Vertical ionisation energies of Si4 from Ansatz 0.2.0, with the method and basis given in each row. The neutral (charge 0 e) is a singlet and the cation a doublet, both at the r2SCAN-D4/def2-TZVP geometry. The separate tight-binding runs cited in the text used GFN1-xTB in tblite 0.8.0.

```
       result level  result ionisation energy (eV)
      HF/def2-TZVPP                          7.506
   PBE-D4/def2-TZVP                          8.007
revPBE-D4/def2-TZVP                          7.986
r2SCAN-D4/def2-TZVP                          8.055
   B97M-V/def2-TZVP                          8.149
  PBE0-D4/def2-TZVP                          8.140
  wB97X-V/def2-TZVP                          8.307
   B2PLYP/def2-TZVP                          8.020
 PBE-QIDH/def2-TZVP                          8.214
     MP2/def2-TZVPP                          8.477
    CCSD/def2-TZVPP                          8.223
 CCSD(T)/def2-TZVPP                          8.201
```

## What is being compared

Every row removes one electron from the same Si₄ cluster, a flat rhombus with sides near 2.31 Å and diagonals of 3.96 and 2.39 Å. The ionisation energy is IE = E(cation) − E(neutral) at fixed nuclei, so the shape of the ion never relaxes. The result level reads method/basis, and the suffixes -D4 and -V mark dispersion terms. Only the treatment of exchange and correlation changes down the table, together with a change of basis between the wavefunction rows and the functionals.

Hartree–Fock (HF) is lowest at 7.506 eV and MP2 is highest at 8.477 eV. The eight functionals occupy a band only 0.321 eV wide between these two. CCSD(T) at 8.201 eV serves below as a yardstick and not as the true value. Differences, ratios and the split of the energies are listed in the output after this text.

## First limit: exchange without correlation

If the orbitals of the neutral were frozen, the IE would equal the binding energy of the highest occupied orbital, which is Koopmans' theorem. Letting the remaining electrons relax around the hole can only lower the energy of the cation, and so lowers the IE. Correlation usually works the other way, because the neutral has one more electron to correlate and gains more from it. A difference of two HF energies contains the relaxation but leaves out nearly all of the correlation, so theory places it low. The table agrees, with HF 0.695 eV, or 8.5 %, below CCSD(T).

For the wavefunction rows this can be written exactly, with C the magnitude of the correlation energy:

IE = IE(HF) + C(neutral) − C(cation)

The same runs supply both values of C. The difference adds 0.972 eV in MP2 and 0.718 eV in CCSD, and the perturbative triples then take back 0.022 eV. These parts rebuild the four rows to within 0.001 eV, which checks the arithmetic and nothing more.

In MP2, 84 % of the added amount comes from electrons of opposite spin. This has a standard cause: electrons of like spin already avoid one another through exchange, so most correlation belongs to unlike pairs, and ionising a closed shell breaks one such pair. The opposite-spin term falls by 9.2 % on ionisation and the same-spin term by 5.3 %.

## An estimate with no fitted constant

Two simple cases guide the estimate. If the departing electron were uncorrelated with the rest, C would not change and the HF value would stand. If correlation were shared equally, C would be proportional to the electron number N, and losing one electron would cost C(neutral)/N. With the cores frozen, four silicon atoms of configuration 3s²3p² give N = 16.

For CCSD the neutral has C = 12.214 eV, so the estimate is 12.214/16 = 0.763 eV. Nothing is fitted, and no cation quantity enters this number. It lies 6 % above the computed CCSD share, so equal sharing gives the sign and the size of the step up from HF. The rule hides an assumption, though. Correlation is a sum over pairs of electrons, and if all pair energies were equal and stayed frozen, removing one electron would cost 2C/N, twice as much. Using C/N assumes that the electrons left behind win back half of that loss.

The rule does worse on the other two levels, and it misses them in opposite directions. It falls 24 % short of the computed share for MP2 and overshoots the share for CCSD(T) by 20 %. Equal sharing is therefore good to about a quarter of the effect, and the closer match for CCSD deserves no special weight. The misses may come from equal sharing itself or from the cation, since the estimate also assumes that each method describes ion and neutral equally well.

## The two states are not treated evenly

The neutral starts from a restricted closed-shell determinant, while the cation starts from an unrestricted one. That cation determinant has ⟨S²⟩ = 1.139, where a pure doublet has 0.750, so higher spin states are mixed in. By letting up and down electrons occupy different regions, it gains energy that would otherwise count as opposite-spin correlation. The cation thus collects some correlation already at the HF level, which lowers the HF row and enlarges the apparent correlation share.

The neutral has a lower broken-spin solution as well, since its restricted state is unstable in that direction, but the row does not use it. Using it would lower the neutral and raise the HF value. Part of the gap between HF and CCSD(T) is therefore a matter of which determinants are compared, and the agreement of the 1/16 rule is no proof that equal sharing is the cause.

## Why MP2 overshoots and the triples pull back

MP2 is a single perturbative step from the starting determinant, so it works best when that determinant is already close to the real state. The numbers show where it falls short. It recovers 0.432 eV less correlation than CCSD in the neutral and 0.686 eV less in the cation. The difference of 0.254 eV is the whole distance between the MP2 and CCSD rows, so MP2 lies above CCSD because it misses more correlation in the cation than in the neutral.

Spin contamination is known to slow the unrestricted perturbation series, which would harm the cation in just this way. It is the likely cause here, though no comparison at hand isolates it. CCSD can rotate the orbitals through its single excitations and so repairs much of a poor start. The size of that repair is measured by the T1 diagnostic, which is 0.061 for the cation and 0.019 for the neutral.

The triples fit the same picture. They are worth 1.095 eV in the neutral and 1.118 eV in the cation, so they grow although an electron has left. This is the larger part of why the 1/16 rule, which expects every part to shrink, overshoots for CCSD(T); the rest is already present in CCSD. A large T1 also makes a perturbative triples correction less reliable, and for this reason CCSD(T) is not a secure benchmark for this ion.

## Second limit: correlation with approximate exchange

A GGA stands at the opposite corner from HF. It includes a correlation term, which fits with PBE and revPBE lying about half an electronvolt above HF, but its exchange does not fully cancel the repulsion of an electron with itself. Consider a hole shared among several distant atoms, each carrying a fraction of a charge. The exact energy varies linearly with that fraction, whereas a semilocal functional sags below the line and makes the shared hole too stable. A cation that is too stable means an IE that is too low.

Si₄ is bonded and not dissociated, so only a reduced form of this error is expected. Separate tight-binding runs put between 0.23 and 0.27 e of the hole on each atom, which hints at an even spread, although those runs are rougher and carry no spin polarisation. PBE lies 0.194 eV below CCSD(T) and revPBE 0.215 eV below it, which is the direction the argument gives. The comparison crosses a change of basis, and CCSD(T) is itself unsure for this cation, so the deficit can't be charged wholly to the functional.

## Between the limits: mixing in exact exchange

The cleanest test is PBE against PBE0, which share basis and correlation functional. Replacing a quarter of the exchange by exact exchange raises the IE by 0.133 eV. The rise is shown by the table, and its reading as a smaller self-interaction error is the argument of the last part. ωB97X-V, which has full exact exchange at long range, is the highest functional, at 8.307 eV.

HF is not the end of this line. Continuing the PBE slope to full exact exchange gives 8.007 + 4 × 0.133 ≈ 8.54 eV, a crude extrapolation that keeps PBE correlation throughout. HF, which drops that correlation and has a strongly spin-contaminated cation, lands about one electronvolt lower. The effect of exact exchange can therefore be read only between levels that keep a similar correlation term.

The rise is slower on the way to the double hybrid PBE-QIDH. The gain per 10 % of exact exchange is 0.053 eV from PBE to PBE0 and 0.017 eV from PBE0 to PBE-QIDH. In that second step part of the PBE correlation is also replaced by an MP2-like term, so two things change at once. Its position 0.013 eV above CCSD(T) is smaller than the doubts over basis and cation, and ranks nothing.

## The rows that break the order

B97M-V has no exact exchange, yet at 8.149 eV it equals PBE0 to within 0.009 eV. The other meta-GGA, r2SCAN, rises only 0.048 eV above PBE. Dependence on the kinetic-energy density lets a functional recognise one-orbital regions and remove some self-interaction, which suits the modest step of r2SCAN. That the further rise of B97M-V comes from its empirically fitted form is a guess.

B2PLYP is the converse case. It has roughly half exact exchange, as recalled from its definition, and still sits only 0.013 eV above PBE and 0.194 eV below PBE-QIDH. Since the exchange argument points upwards, the correlation side is the place to look. A guess is that LYP correlation with a partial MP2-like term returns less of the share that HF lacks than the PBE-based mixture does.

These two rows limit the rule. The exact-exchange fraction orders PBE, PBE0 and PBE-QIDH, but it does not order functionals of different families. The marked spin contamination and the unstable restricted state belong to the HF determinants, on which the wavefunction rows are built. The functional runs carry no such warnings, and their states passed the stability test as minima. Whether the neutral would gain by breaking spin symmetry is undecided for the double hybrids and not reported for the other functionals. A stable state also need not be the lowest of its spin, so the reasoning still assumes that every functional describes the same cation state. For a related closed-shell cluster the useful questions are whether correlation is present, how much exact exchange accompanies it within one family, and, for levels built on HF, how far ⟨S²⟩ of the ion departs from a pure doublet.

## Bearing on silicon processing

Small silicon clusters, mostly carrying hydrogen, form in the silane plasmas used to deposit silicon films, where their charge affects how they grow and move. A model that needs the IE of bare Si₄ inherits the 0.3 eV spread among these functionals if it takes the value from one of them; hydrogenated clusters need their own calculations. A bare four-atom cluster in the gas phase says little about a silicon channel or contact.

Output of the analysis:

```
sides 2.32 2.31 2.31 2.31 A, diagonals 3.96 2.39 A, deviation from flat 0.004 A (coordinates to 0.01 A)
levels in rising order: IE (eV), minus CCSD(T) (eV, %); table rounding 0.001 eV on a difference
  HF         7.506  -0.695  -8.5
  revPBE-D4  7.986  -0.215  -2.6
  PBE-D4     8.007  -0.194  -2.4
  B2PLYP     8.020  -0.181  -2.2
  r2SCAN-D4  8.055  -0.146  -1.8
  PBE0-D4    8.140  -0.061  -0.7
  B97M-V     8.149  -0.052  -0.6
  CCSD(T)    8.201  +0.000  +0.0
  PBE-QIDH   8.214  +0.013  +0.2
  CCSD       8.223  +0.022  +0.3
  wB97X-V    8.307  +0.106  +1.3
  MP2        8.477  +0.276  +3.4
spread: all rows 0.971 eV; 8 functionals 0.321 eV, of which 6 lie below CCSD(T)
  revPBE-D4 minus PBE-D4 = -0.021 eV
  r2SCAN-D4 minus PBE-D4 = +0.048 eV
  B97M-V minus r2SCAN-D4 = +0.094 eV
  B97M-V minus PBE0-D4 = +0.009 eV
  wB97X-V minus PBE0-D4 = +0.167 eV
  wB97X-V minus B97M-V = +0.158 eV
  B2PLYP minus PBE-D4 = +0.013 eV
  PBE-QIDH minus B2PLYP = +0.194 eV
  MP2 minus CCSD = +0.254 eV
PBE-D4 to PBE0-D4: +0.133 eV, +0.053 eV per 10% exact exchange
PBE0-D4 to PBE-QIDH: +0.074 eV, +0.017 eV per 10% exact exchange
rebuilt from parts minus table (eV): HF -0.0003, MP2 +0.0003, CCSD +0.0005, CCSD(T) +0.0003
correlation: neutral, cation, share of IE (eV), loss on ionising (%)
  MP2 opposite spin    -8.808   -7.995 +0.813 +9.2
  MP2 same spin        -2.973   -2.815 +0.158 +5.3
  MP2 total           -11.782  -10.810 +0.972 +8.2
  CCSD                -12.214  -11.496 +0.718 +5.9
  triples              -1.095   -1.118 -0.022 -2.0
  CCSD(T)             -13.309  -12.613 +0.696 +5.2
opposite-spin part of the MP2 share: 84 %
MP2 short of CCSD: neutral 0.432 eV (3.5 %), cation 0.686 eV (6.0 %), difference 0.254 eV
estimate, 1/16 = 6.25 % of the neutral correlation, against the computed share:
  MP2      estimate 0.736 eV, computed 0.972 eV, error -0.235 eV (-24 %)
  CCSD     estimate 0.763 eV, computed 0.718 eV, error +0.046 eV (+6 %)
  CCSD(T)  estimate 0.832 eV, computed 0.696 eV, error +0.136 eV (+20 %)
cation S^2 1.139, pure doublet 0.750, excess 0.389; T1 neutral 0.019, cation 0.061, ratio 3.2
GFN1-xTB (separate run): raw IE 11.261 eV; charge gain far atoms 0.227 e, near atoms 0.273 e
GFN2-xTB (separate run): raw IE 8.795 eV; charge gain far atoms 0.238 e, near atoms 0.262 e
```
